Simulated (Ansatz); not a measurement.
## H6OSeSi2: structure from calculated spectroscopic constants

These gas-phase data were calculated for one isomer of H6OSeSi2 at B3LYP-D3(BJ)/def2-SVP (harmonic, unscaled wavenumbers; equilibrium rotational constants with average atomic masses):

```
rotational constants            : 4.979, 1.17, 0.9795 GHz
all wavenumbers above 1500 cm⁻¹ : 2407, 2261, 2253, 2245, 2235, 2230
dipole moment                   : 0.52 D (PBE0/def2-TZVPD)
```

Candidates:

(1) `O[SiH2][Se][SiH3]`, a singlet
(2) `[SiH3]O[SiH2][SeH]`, a singlet

**Question.** Assign the data to one candidate and say why.

**Answer.** Candidate (2). No mode falls between 3300 and 4000 cm⁻¹, where the O–H stretch of (1) would stand.

The same quantities for all candidates:

```
     rotational constants (GHz)         wavenumbers above 1500 cm⁻¹  dipole (D)  E above the lowest, B3LYP-D3(BJ)/def2-SVP (kcal/mol)
(1)          3.872, 1.605, 1.29  3867, 2282, 2248, 2233, 2217, 2208        1.53                                                  10.2
(2)         4.979, 1.17, 0.9795  2407, 2261, 2253, 2245, 2235, 2230        0.52                                                   0.0
```

Harmonic stretches to hydrogen usually lie a few per cent above observed fundamentals. Each candidate is one conformer. Programs: Ansatz 0.2.0.

The assignment also has positive support: the band at 2407 cm⁻¹ stands apart from the five Si–H stretches and is best read as Se–H, whereas the selenide-bridged silanol has its sixth hydrogen on oxygen, in a much stiffer bond. The rotational constants agree independently. Candidate (2) has the larger A but the smaller B and C, as expected for a more extended chain with heavy selenium near its end and a wide Si–O–Si angle; a central selenium with its typically narrow angle gives a more compact frame. The dipole moment is weaker evidence, since it depends on how the bond dipoles are oriented.

The energy order fits the same bonding picture. Going from (1) to (2) exchanges an O–H and a Si–Se bond for a Si–O and a Se–H bond, and the gain probably comes mainly from the strong, polar Si–O bond. This preference plays no part in the identification, and it says nothing about the barrier between the two isomers.
